\section*{Margin comments on the fracton density of states and the phonon--fracton crossover}

\paragraph{0. Premises and conventions.}
$\omega$ is an angular frequency and $\nu=\omega/2\pi$. The sign $\sim$ means equality up to a numerical factor independent of $L$, $\xi$ and $\omega$. The embedding space is three-dimensional. Four premises are used.
(P1) The solid is one connected network of identical units of mass $m$ and size $a$. For $a\ll L\ll\xi$ a piece of linear size $L$ holds $n_L\sim(L/a)^D$ units; above $\xi$ the network is homogeneous.
(P2) Vibrations are harmonic and, until comment 6, scalar: one displacement $u_i$ per unit and one spring $K$ per bond.
(P3) The structure is statistically self-similar between $a$ and $\xi$, and pieces of equal size differ in mass and stiffness only by factors of order one.
(P4) When samples of different $\xi$ are compared, they share $a$, $m$, $K$ and the exponents. Without (P4) a power of $\xi$ says nothing about a series of samples.

\paragraph{1. Why a random walk enters at all.}
With $\omega_0^2=K/m$ and the graph Laplacian $(\Lambda u)_i=\sum_{j}(u_i-u_j)$, summed over the neighbours of $i$, the equations of motion and the master equation of a walker that crosses each bond at rate $W$ are
\begin{equation}
\ddot u=-\omega_0^2\Lambda u,\qquad \dot P=-W\Lambda P .
\label{map}
\end{equation}
The matrix is the same, real, symmetric and non-negative, since $u^{T}\Lambda u=\sum_{\rm bonds}(u_i-u_j)^2\equiv\mathcal E(u)$. An eigenvector with eigenvalue $\lambda$ oscillates at $\omega^2=\omega_0^2\lambda$ and decays at the rate $W\lambda$. The rate must be fixed per bond; a walker with a fixed rate per site corresponds to masses proportional to the coordination number. The return probability averaged uniformly over all $N$ starting sites is a trace,
\begin{equation}
\bar P(t)=\frac1N\sum_i\left(e^{-W\Lambda t}\right)_{ii}=\frac1N\sum_k e^{-W\lambda_k t}=\int_0^\infty e^{-W\lambda t}\,d\mathcal N(\lambda),
\label{trace}
\end{equation}
where $\mathcal N(\lambda)$ is the fraction of eigenvalues below $\lambda$. Equation (\ref{trace}) is exact. It needs the plain average: the return probability to one chosen site gives a local density of states, weighted by the squared amplitudes there.

\paragraph{2. From the walk to the spectral dimension.}
The walk dimension is defined by $\langle r^2\rangle\sim a^2(Wt)^{2/d_w}$. By (P3) the only length at time $t$ is $R=a(Wt)^{1/d_w}$, so the averaged probability per site has the form $P(r,t)=p(t)f(r/R)$, with $f(0)=1$ assumed finite. The number of sites in a shell is $\propto r^{D-1}dr/a^D$, and normalisation gives $p(t)(R/a)^D\int s^{D-1}f(s)\,ds\sim1$. Hence $\bar P=p=A\,(Wt)^{-\alpha}$ with $\alpha=D/d_w$. To invert (\ref{trace}), try $\mathcal N=A'\lambda^\alpha$:
\begin{equation}
\int_0^\infty e^{-W\lambda t}A'\alpha\lambda^{\alpha-1}d\lambda=A'\,\Gamma(1+\alpha)(Wt)^{-\alpha},
\qquad A'=\frac{A}{\Gamma(1+\alpha)} .
\label{tauber}
\end{equation}
Karamata's Tauberian theorem supplies the converse: because $\mathcal N$ is non-decreasing, the long-time power law implies this small-$\lambda$ power law. Substituting $\lambda=\omega^2/\omega_0^2$,
\begin{equation}
\mathcal N=A'\left(\frac{\omega}{\omega_0}\right)^{d_s},\qquad
g(\omega)=\frac{d\mathcal N}{d\omega}\propto\omega^{d_s-1},\qquad d_s=\frac{2D}{d_w}.
\label{dos}
\end{equation}
The factor 2 comes only from the second time derivative in (\ref{map}). This is the result of Alexander and Orbach (1982), who named the modes fractons. The theorem fixes the integrated count; differentiating it assumes a smooth $g$, which is reasonable after a disorder average and false on deterministic fractals, whose spectra have gaps and whose $A$ is periodic in $\ln t$. The prefactor can be tested on a chain, $D=1$, $d_w=2$: there $\lambda=2(1-\cos k)$, $\bar P=e^{-2Wt}I_0(2Wt)\to(4\pi Wt)^{-1/2}$, so (\ref{tauber}) gives $\mathcal N=\lambda^{1/2}/[\sqrt{4\pi}\,\Gamma(3/2)]=\lambda^{1/2}/\pi$, which is the direct count $|k|/\pi$ at small $k$.

\paragraph{3. What $\omega\sim L^{-d_w/2}$ means, and where $d_w$ comes from.}
A fractal has no wavevector, so the relation is no dispersion law; it states how the lowest frequency of a piece depends on its size. It can be derived from statics. Let $\mathcal R_{ij}$ be the resistance between two sites when each bond is a unit resistor. Its variational definition is $1/\mathcal R_{ij}=\min\mathcal E(u)$ at fixed $u_i-u_j=1$, so that for every $u$
\begin{equation}
(u_i-u_j)^2\le\mathcal R_{ij}\,\mathcal E(u).
\label{res}
\end{equation}
Assume $\mathcal R_{ij}\sim(r_{ij}/a)^{\zeta}$ with $\zeta>0$. The stiffness of a piece is then $K_L\sim K(L/a)^{-\zeta}$.

Free piece of $n$ sites: for $u$ orthogonal to the uniform mode, $\sum_iu_i^2=\frac1{2n}\sum_{ij}(u_i-u_j)^2\le\frac n2\mathcal R_{\max}\mathcal E$, so the Rayleigh quotient gives $\lambda_1^{\rm free}\ge2/(n\mathcal R_{\max})$.

Clamped piece: take as trial vector the potential that is 1 at a central site 0 and 0 on the boundary, with $\mathcal E=1/\mathcal R$, $\mathcal R$ being the centre-to-boundary resistance. By (\ref{res}), $(1-u_i)^2\le\mathcal R_{0i}/\mathcal R$, so $u_i\ge\frac12$ wherever $\mathcal R_{0i}\le\mathcal R/4$. That region has a size of order $4^{-1/\zeta}L$ and holds a fixed fraction $\phi$ of the sites. Thus $\sum u_i^2\ge\phi n/4$ and $\lambda_1^{\rm clamped}\le4/(\phi n\mathcal R)$.

Both bounds scale as $1/(n_L\mathcal R_L)\sim(L/a)^{-(D+\zeta)}$. Now cut the network into connected pieces of size $L$, of which there are $N/n_L$. Removing the bonds between pieces subtracts a non-negative matrix from $\Lambda$, so by the min--max principle every eigenvalue falls; below $\lambda_1^{\rm free}$ the cut system has only its uniform modes, one per piece, and so $\mathcal N\le1/n_L$ there. Clamping the boundary sites restricts the trial space, every eigenvalue rises, and above $\lambda_1^{\rm clamped}$ there is at least one mode per piece, $\mathcal N\ge1/n_L$. Choosing $L$ for each $\lambda$ traps $\mathcal N$ between two multiples of $\lambda^{D/(D+\zeta)}$. Comparison with (\ref{tauber}) gives the Einstein relation and the size law:
\begin{equation}
d_w=D+\zeta,\qquad
\omega(L)\sim\sqrt{\frac{K_L}{m\,n_L}}\sim\omega_0\left(\frac La\right)^{-d_w/2}=\omega_0\left(\frac La\right)^{-D/d_s}.
\label{size}
\end{equation}
In words, there is of order one mode below $\omega(L)$ per piece of size $L$. The argument needs $\zeta>0$, which is $d_s<2$, and it uses (P3) to treat all pieces alike. Dead ends add to $n_L$ and not to $K_L$; $D$ is the dimension of the whole vibrating mass, not of the load-bearing backbone.

\paragraph{4. A case that can be done by hand.}
In the Sierpinski gasket a triangle is replaced by three triangles of half the side. Hold the corners at $1,0,0$. Each of the three midpoints has four neighbours, and $\Lambda u=0$ reads $4u_1-u_2-u_3=1$, $4u_2-u_1-u_3=1$, $4u_3-u_1-u_2=0$, solved by $(2/5,2/5,1/5)$. The nine bonds give $\mathcal E=2\cdot\frac9{25}+0+2\left(\frac4{25}+\frac1{25}+\frac1{25}\right)=\frac65$, against $\mathcal E=2$ for the single triangle. By symmetry and invariance under a uniform shift the minimised quadratic form in the corner values has one constant only, so the effective spring is $\frac35K$. On doubling $L$ the mass triples, the stiffness is multiplied by $3/5$, and $\omega^2$ falls by 5:
$D=\ln3/\ln2=1.585$, $\zeta=\ln(5/3)/\ln2=0.737$, $d_w=\ln5/\ln2=2.322$, $d_s=2\ln3/\ln5=1.365$.

\paragraph{5. The crossover.}
A cube of side $\xi$ holds $(\xi/a)^D$ units, so the density is
\begin{equation}
\rho\sim\rho_a(\xi/a)^{D-3},\qquad\rho_a\sim m/a^3 .
\label{rho}
\end{equation}
The walker covers $\xi$ in a time $t_\xi\sim W^{-1}(\xi/a)^{d_w}$ and then makes uncorrelated steps of length $\xi$, so it diffuses normally with $\mathcal D\sim\xi^2/t_\xi$. For $q\xi\ll1$ the eigenvectors are plane waves with $W\lambda=\mathcal Dq^2$, and (\ref{map}) turns this into $\omega=vq$ with
\begin{equation}
v^2=\frac{\omega_0^2\mathcal D}{W}\sim\omega_0^2a^2\left(\frac\xi a\right)^{2-d_w},\qquad
v\sim\omega_0a\left(\frac\xi a\right)^{1-D/d_s}.
\label{v}
\end{equation}
Statics agrees: a block of stiffness $K_\xi$, area $\xi^2$ and length $\xi$ has the modulus $M\sim K_\xi/\xi\propto\xi^{-1-\zeta}$, and $M/\rho\propto\xi^{2-D-\zeta}$. The phonon description ends at $q\xi\sim1$ and the fracton description at $L\sim\xi$. Both give the same frequency,
\begin{equation}
\omega_c\sim\frac v\xi\sim\omega_0\left(\frac\xi a\right)^{-D/d_s}.
\label{wc}
\end{equation}
The mode counts match as well. Let $\mathsf N(\omega)$ be the number of modes below $\omega$ per unit volume. Plane waves give $q^3/6\pi^2=\omega^3/6\pi^2v^3$, of order $\xi^{-3}$ at $\omega_c$. Fractons give $(\rho/m)(\omega/\omega_0)^{d_s}$, which at $\omega_c$ is $a^{-3}(\xi/a)^{D-3}(\xi/a)^{-D}=\xi^{-3}$. Hence $\mathsf N=\mathsf N_cF(x)$ with $x=\omega/\omega_c$, $\mathsf N_c\sim\xi^{-3}$, $F\to x^3$ below and $F\to Bx^{d_s}$ above, where $\mathsf N_c$ is defined as the Debye count extrapolated to $\omega_c$. Scaling fixes neither $B$ nor the shape of $F$ near $x=1$. A simple family with a continuous count is
\begin{equation}
F=x^3\ (x<1),\qquad F=Bx^{d_s}+1-B\ (x>1).
\label{F}
\end{equation}
Matching A, $B=3/d_s$, makes $g$ continuous. Matching B, $B=1$, keeps a pure power in $F$ and lets $g$ drop by the factor $d_s/3$ at $\omega_c$. Both are conventions, and their spread shows what scaling leaves open.

Eliminating $\xi$ with (\ref{rho}) gives the laws for a series obeying (P4):
\begin{equation}
\xi\propto\rho^{-\frac1{3-D}},\quad
v\propto\rho^{\,y},\ y=\frac{D/d_s-1}{3-D},\quad
\omega_c\propto\rho^{\frac{D}{d_s(3-D)}},\quad
M\propto\rho^{1+2y},
\label{series}
\end{equation}
and conversely $d_s=D/[1+(3-D)y]$. In a percolation system finite clusters carry modes too, and the count over all clusters has another exponent; (P1) excludes this.

Counting says nothing about localisation. The usual estimate runs as follows. Blocks of volume $\xi^3$ with relative stiffness fluctuation $\delta$ scatter a phonon with the Rayleigh cross-section $\sim\delta^2q^4\xi^6$, and with $\xi^{-3}$ blocks per volume $1/\ell\sim\delta^2q^4\xi^3$. For $\delta\sim1$ the Ioffe--Regel condition $q\ell\sim1$ is reached at $q\xi\sim1$, so plane waves cease to be well defined at $\omega_c$. That the modes above are localised on the length $L(\omega)$ of (\ref{size}) is a further statement, not derived here and not needed for $g$ or $C$.

\paragraph{6. What survives for real elasticity.}
An unstressed gel has vector displacements and bonds that resist both stretching and bending. Its dynamical matrix is no generator of a random walk, so comments 1 and 2 lapse, and $d_w$ with them. The min--max counting of comment 3 survives if every piece is rigid: a free piece has six zero modes in place of one, which changes a prefactor. One then assumes a stiffness $K_L\propto L^{-\zeta_E}$ for the softest deformation, and (\ref{size})--(\ref{series}) hold with
\begin{equation}
d_s=\frac{2D}{D+\zeta_E}.
\label{dE}
\end{equation}
The exponent $\zeta_E$ need not equal $\zeta$. Take a loop-free strand of $n$ joints with angular stiffness $\kappa$, spanning $L$ and loaded by a force $f$ at its end. Joint $k$ carries the moment $fr_k$, with $r_k$ the lever arm, and stores $f^2r_k^2/2\kappa$. The compliance is $\sum_kr_k^2/\kappa\sim nL^2/\kappa$, against $n/K$ in the scalar model, so $\zeta_E=\zeta+2$; this is the mechanism of Kantor and Webman (1984). A straight rod has $D=1$, $\zeta_E=3$, $d_s=\frac12$ and $\omega\propto L^{-2}$, the flexural law. For an aerogel, therefore, $d_s$ is an effective elastic exponent and $2D/d_s$ is not the dimension of any walk on it. That the value near 1.3 lies close to the scalar $4/3$ conjectured by Alexander and Orbach for percolation clusters is no evidence for scalar dynamics. If stretching and bending have different exponents, $g$ can show more than one fracton regime.

\paragraph{7. Heat capacity.}
A harmonic mode contributes $k_Bc(y)$ with $y=\hbar\omega/k_BT$ and $c=y^2e^y/(e^y-1)^2=1-y^2/12+y^4/240-\dots$ The needed integral follows from $e^y/(e^y-1)^2=\sum_{k\ge1}ke^{-ky}$:
\begin{equation}
I(s)=\int_0^\infty y^{s-1}c(y)\,dy=\sum_{k\ge1}k\,\frac{\Gamma(s+2)}{k^{s+2}}=\Gamma(s+2)\,\zeta_R(s+1),
\label{I}
\end{equation}
with $\zeta_R$ the Riemann function; $I(3)=4\pi^4/15$. Put $T_c=\hbar\omega_c/k_B$ and $\tau=T/T_c$. The heat capacity per volume for (\ref{F}) is
\begin{equation}
\frac{C}{k_B\mathsf N_c}=\int_0^13x^2c\!\left(\frac x\tau\right)dx+\int_1^\infty Bd_sx^{d_s-1}c\!\left(\frac x\tau\right)dx .
\label{C}
\end{equation}
For $\tau\ll1$ the first integral may be extended to infinity with exponentially small change, giving $3I(3)\tau^3=\frac{4\pi^4}5\tau^3$. For larger $\tau$, extend the second integral down to zero, subtract the added piece, and expand $c$ on $0<x<1$, which converges for $\tau>1/2\pi$:
\begin{equation}
\frac{C}{k_B\mathsf N_c}=Bd_sI(d_s)\,\tau^{d_s}+(1-B)-\frac1{12\tau^2}\left(\frac35-\frac{Bd_s}{d_s+2}\right)+O(\tau^{-4}).
\label{Chigh}
\end{equation}
Three points are usually left out. First, the constant $1-B$ is the classical heat capacity of the modes missing below $\omega_c$; it decays relative to the leading term only as $\tau^{-d_s}$ and raises the apparent exponent when $B>1$. Second, the two asymptotes cross below $T_c$, at $\tau^*=[5Bd_sI(d_s)/4\pi^4]^{1/(3-d_s)}$, because the modes that dominate $C$ lie at a few $k_BT$. Third, $\mathsf N_c\omega_c^{-d_s}\propto\xi^{D-3}\propto\rho$, so the fracton heat capacity per gram is the same for all members of a series, while the Debye coefficient per gram grows as $1/\rho v^3\propto\xi^{D(3/d_s-1)}$. The law $C\propto T^{d_s}$ also has an upper end, at the frequency $\omega_a\sim\omega_c(\xi/a)^{D/d_s}$ where $L$ reaches $a$.

\paragraph{8. Range of validity.}
The exponents require $a\ll\xi$, harmonic motion, a single stiffness exponent over the range, and (P3); the density laws require (P4) in addition, which fails if the chemistry changes the particles along the series. The power law in $g$ holds for $\omega_c\ll\omega\ll\omega_a$, and that in $C$ from about $T_c$ to a fraction of $T_a=\hbar\omega_a/k_B$. Above $\omega_a$ the modes are internal and surface vibrations of the particles. Tunnelling states, adsorbed molecules and the pore gas are outside the model. All prefactors in (\ref{rho})--(\ref{wc}) are undetermined.

\paragraph{9. Numbers for a neutrally reacted silica aerogel.}
Take the approximate exponents $D=2.4$ and $d_s=1.3$. Then $D/d_s=1.85$, $2D/d_s=3.69$ and $\zeta_E=1.29$. Loop-free bending needs $\zeta_E\ge3$, which would give $d_s\le0.89$, so these exponents do not describe that limit. Equations (\ref{v}) and (\ref{series}) give $v\propto\xi^{-0.85}$, $\xi\propto\rho^{-1.67}$, $v\propto\rho^{1.41}$, $\omega_c\propto\rho^{3.08}$ and $M\propto\rho^{3.82}$. The last digits are soft: $D=2.45$ moves 3.08 to 3.43.

The further inputs are typical, approximate values: $\rho=0.20$ g/cm$^3$, $\rho_a=2.0$ g/cm$^3$, $v_L=300$ m/s and Poisson ratio $\sigma=0.2$. The prefactor in (\ref{wc}) is fixed by defining $\xi=v_L/\omega_c$, an acoustic length that need not equal the structural one, and $\xi=50$ nm is chosen so that the crossover falls near 1 GHz, as is typical at this density. Intermediate values are carried unrounded. Then $\omega_c=6.0\times10^9$ s$^{-1}$, $\nu_c=0.95$ GHz ($0.032$ cm$^{-1}$) and $T_c=46$ mK. Along a series obeying (P4) the model gives $\xi=0.16\ \mu$m, $v_L=0.11$ km/s, $\nu_c=0.11$ GHz, $T_c=5.4$ mK at 0.10 g/cm$^3$, and $\xi=16$ nm, $v_L=0.80$ km/s, $\nu_c=8.1$ GHz, $T_c=0.39$ K at 0.40 g/cm$^3$.

With unit prefactor in (\ref{rho}), $\xi/a=46$, $a=1.1$ nm, $\omega_a/\omega_c=1.2\times10^3$, $\nu_a=1.1$ THz and $T_a=55$ K, all as orders of magnitude. At $T=T_a/6$ the modes beyond $\omega_a$ make up 6 per cent of $I(d_s)$. A porous silica dielectric film at half the skeletal density would have, with the same exponents, $\xi/a=3.2$ and $\omega_a/\omega_c=8.4$, too short a range for a power law.

For the Debye count, $v_T/v_L=\sqrt{(1-2\sigma)/(2-2\sigma)}=0.612$, $v_T=184$ m/s. With one $\omega_c$ for all branches,
\begin{equation}
\mathsf N_c=\frac{1+2(v_L/v_T)^3}{6\pi^2\xi^3}=\frac{9.71}{6\pi^2\xi^3}=1.31\times10^{15}\ {\rm cm^{-3}},
\end{equation}
or 0.16 modes per $\xi^3$, and $k_B\mathsf N_c/\rho=0.0905\ \mu$J/(g K). The Debye law is $C/\rho=0.073\,(T/{\rm K})^3$ J/(g K). From (\ref{I}), $I(1.3)=2.683\times1.432=3.84$, and $\tau^*=0.325$ (A) or $0.20$ (B), that is 15 or 9 mK. Equation (\ref{C}) gives, in $\mu$J/(g K):
\begin{center}
\begin{tabular}{lcccc}
$T$ (K) & 0.05 & 0.1 & 0.2 & 1\\
$\tau$ & 1.09 & 2.18 & 4.36 & 21.8\\
$C/\rho$, matching A & 1.1 & 2.8 & 7.0 & 57\\
$C/\rho$, matching B & 0.51 & 1.2 & 3.1 & 25
\end{tabular}
\end{center}
In matching A the slope $d\ln C/d\ln T$ is 1.44 at 0.05 K and 1.32 at 0.2 K. The two matchings differ in amplitude by $3/d_s=2.3$. Letting each branch cross over at $q\xi=1$ replaces 9.71 in the fracton amplitude by $1+2(v_L/v_T)^{d_s}=4.78$, a further factor 0.49. Only the order of magnitude is therefore fixed.

A sum rule checks the prefactors, not the exponent. Since $\omega_a$ is itself taken from the size law, $(\omega_a/\omega_c)^{d_s}=(\xi/a)^D=10^4$ for any $d_s$, and the count up to $\omega_a$ is close to $10^4B\,\mathsf N_c$. Spheres of radius $a$ number $3\rho/(4\pi a^3\rho_a)=1.9\times10^{19}$ cm$^{-3}$, so the model has 1.6 (A) or 0.69 (B) modes per particle where six rigid-body modes are available. By (\ref{rho}) the number of spheres is $3(\xi/a)^D/4\pi\xi^3$, so this ratio is $B\,\mathsf N_c\xi^3\cdot4\pi/3=0.69B$, a product of undetermined prefactors in which $d_s$ enters only through the convention for $B$. The count would test the exponent only if $\omega_a$ were fixed independently.

A second regime changes $C$ without being constrained by this count. Let the exponent change to about 2.2 above about 10 GHz, typical values for a stretching regime in such gels, with $g$ continuous. If the second regime obeys (\ref{size}) with the same $D$ and $a$, $\nu_a$ falls to 0.16 THz and the count up to it to 0.59 of its former value; keeping $\nu_a=1.1$ THz would instead give, in matching A, 11 times the six modes available. Integrated without an upper cutoff, as in (\ref{C}), the second regime in matching A multiplies $C$ by 4.6 at 1 K and changes it by less than 5 per cent at 0.1 K. Tunnelling states with a typical bulk-glass term of about $1\ \mu$J/(g K$^2$) times $T$ add $0.1\ \mu$J/(g K) at 0.1 K, under a tenth of the fracton term, and overtake the Debye term below 3.7 mK, which leaves little room for a clean $T^3$ regime under $\tau^*T_c$.

The model's heat capacity at 0.1 K is thus 1 to 3 $\mu$J/(g K). As typical knowledge, real silica aerogels below 1 K lie above such a harmonic single-exponent estimate, by a factor of a few and up to about an order of magnitude depending on preparation, because surface groups, adsorbates and tunnelling states on the large internal surface add to it.